A pyridine ring carries a protonated dimethylphosphino group. The table lists the six lowest excited singlet states of this cation, computed with a range-separated hybrid functional in a small basis. The oscillator strength $f$ says how strongly a state absorbs light. Lambda measures how much space the orbitals that the electron leaves and enters have in common, and the exciton size is a typical distance between the electron and the hole it leaves. HOMO and LUMO are the highest filled and the lowest empty orbital; HOMO-1 and LUMO+1 are the next ones below and above.

Vertical singlet excitations of the P-protonated dimethyl(2-pyridyl)phosphine cation (charge +1, singlet ground state) in the gas phase, computed with PySCF 2.14.0 at the CAM-B3LYP/def2-SVP level in the Tamm-Dancoff approximation, on a GFN2-xTB geometry. The response calculation uses density fitting and a frozen core.

```csv
row,singlet energy (eV),singlet oscillator strength,singlet exciton size (Å),singlet orbital overlap lambda,singlet main from,singlet main to
1,5.110,0.006,2.630,0.490,HOMO-1,LUMO
2,5.760,0.023,2.630,0.570,HOMO-1,LUMO+1
3,5.760,0.036,2.620,0.630,HOMO-1,LUMO+1
4,6.500,0.144,2.810,0.740,HOMO,LUMO
5,7.710,0.006,2.860,0.530,HOMO-3,LUMO
6,7.800,0.379,2.870,0.650,HOMO,LUMO+1
```

**(a) Rows 5 and 6 lie close in energy, yet one is dark and the other is the brightest of the series. Can the energy explain this, or a transfer of charge, as the lower lambda of row 5 suggests?**

*Solution.* In atomic units the strength is

$$f=\tfrac{2}{3}\,E\,|t|^2,$$

where $E$ is the excitation energy and $t$ the transition dipole, the dipole of the charge pattern with which the light interacts. Rows 5 and 6 differ in energy by about 1 %, and the highest state of the series has only 1.5 times the energy of the lowest. The difference must therefore sit in $t$, which is about eight times larger in row 6.

The charge-transfer explanation is tempting. If the electron moves to a distant place, its old and new orbitals hardly overlap, and the transition dipole is small. Lambda does rank the strengths well, with a rank correlation of 0.94. Row 1 seems to complete the case: it is dark, has the lowest lambda and shows the largest shift between the centres of hole and electron, 0.89 Å.

Row 5 speaks against it. Its two centres lie only 0.2 Å apart, the smallest shift of the series, and its exciton size is nearly that of row 6. It is just as dark as row 1, but without any notable net shift of charge.

The size of the effect can be checked as well. Suppose that the transition dipole were proportional to lambda. Row 6 would then be stronger than row 5 by

$$\frac{7.80}{7.71}\left(\frac{0.65}{0.53}\right)^2\approx 1.5,$$

whereas the table gives $0.379/0.006\approx 63$. Lambda runs along with the strength, but its differences are far too small to produce it.

**(b) In rows 1 and 5 more than 99 % of the squared transition dipole points along the z axis; in rows 4 and 6 less than 1 % does. Take z as the normal to the ring, which fits a ground-state dipole with hardly any z component. Why should the states polarised along z be the dark ones?**

*Solution.* A $\pi$ orbital changes sign from one face of the ring to the other. A nitrogen lone pair or a $\sigma$ bond, which lies in the ring plane, does not. The transition charge is the product of the orbital left and the orbital entered, so its pattern depends on which kinds are combined.

When an electron goes from a lone pair or a $\sigma$ orbital to a $\pi^*$ orbital, the product changes sign across the plane. Whatever transition charge an atom carries on one face is then matched by the opposite charge on the other. No net charge is left on any atom of the ring, only small atomic dipoles that point along the normal. When it goes from $\pi$ to $\pi^*$, the product has the same sign on both faces, and the atoms do carry net transition charges. These are separated by whole bond lengths and can add up to a large dipole in the plane.

The computed directions thus sort the states: rows 1 and 5 start from in-plane orbitals, rows 4 and 6 are mainly $\pi\to\pi^*$. That the normal dipoles are small follows from the argument about atomic charges. The argument also explains why lambda looked convincing. In-plane and $\pi$ orbitals share less space, so a low lambda and a weak absorption have a common origin, but lambda ignores the signs on which the cancellation depends.

The sign also matters among the bright states. Row 4 has the largest lambda, yet row 6 is more than twice as strong, although both draw on some of the same orbital pairs. The contributions of such pairs can add in one state and partly cancel in another. That is the likely cause here, but it has not been tested. The factor of 63 itself should be read as a rough size, because the Tamm-Dancoff approximation distorts strengths and the basis lacks the diffuse functions that matter most for the upper states.

**(c) Rows 2 and 3 are both labelled HOMO-1 to LUMO+1. HOMO-1 is also the orbital left in dark row 1, where the hole sits mostly on one atom, evidently the ring nitrogen. Why are rows 2 and 3 not dark too?**

*Solution.* The label names only the largest contribution. The two states are about 1.5 meV apart, and each is a mixture of a lone-pair state and a $\pi\to\pi^*$ state. At such a small distance a coupling below 1 meV is enough to mix them thoroughly. In a cation with an exact mirror plane the two kinds could not mix, so the coupling probably comes from a slight departure of the geometry from that symmetry, though the numerical integration may also contribute.

The simplest model lets one bright $\pi\to\pi^*$ state share its strength between the two rows, while the lone-pair state adds nothing. The pair HOMO to LUMO, which is $\pi\to\pi^*$, has a weight of 16.4 % in row 2 and 26.0 % in row 3. The summed strength is $0.023+0.036=0.059$, so row 2 should receive

$$0.059\times\frac{16.4}{16.4+26.0}\approx 0.023,$$

and row 3 the remaining 0.036.

Both values agree with the table. Since the sum was taken from these same rows, only its division is tested, and weights and strengths come from the same computed states. The dipoles support the picture from another side: their in-plane parts lie along the same line to within about 1°, as they should if both rows borrow from one state. The analysis printed below also splits the summed strength by direction and finds 0.057 in the plane but only 0.002 along the normal.

Rows 2 and 3 therefore hide one dark and one moderately bright state. Their separate strengths hang on a tiny energy difference that a small change of geometry or functional could alter; their sum is the safer quantity. In the corresponding phenyl cation, with CH in place of the ring nitrogen, there is no lone pair to form such a partner. The $\sigma\to\pi^*$ states remain, and the same reflection argument should keep them weak, as long as the cation nearly keeps its mirror plane.

The analysis program printed:

```
Transition dipole and charge separation:
  row  dipole in au  percent of squared dipole along z  centroid distance in angstrom
    1        0.2102                              99.73                           0.89
    2        0.4058                              5.785                          0.666
    3        0.5017                             0.6975                          0.413
    4        0.9495                             0.2663                          0.601
    5        0.1726                              99.85                          0.198
    6         1.408                            0.06395                          0.646
Strength of row 6 over row 5 (ratio): 63.17
Energy of row 6 over row 5 (ratio): 1.012
Highest over lowest energy of all rows (ratio): 1.526
Strength ratio row 6 over row 5 if the dipole followed lambda: 1.522
Dipole of row 6 over row 5 (ratio): 8.155
Rank correlation of strength with lambda: 0.9429
Rank correlation of strength with centroid distance: -0.2
Spread of exciton size over all rows (angstrom): 0.25
Summed strength of rows 2 and 3: 0.059
Row 2 strength from its HOMO to LUMO share: 0.02282
Row 3 strength from its HOMO to LUMO share: 0.03618
Row 2 strength from what HOMO-1 to LUMO+1 leaves: 0.02355
Row 3 strength from what HOMO-1 to LUMO+1 leaves: 0.03545
Angle between in-plane dipole lines of rows 2 and 3 (degrees): 0.9773
In-plane part of the summed strength of rows 2 and 3: 0.05717
Part along z of the summed strength of rows 2 and 3: 0.001592
Two-state coupling that gives this mixing (meV): 0.7346
```
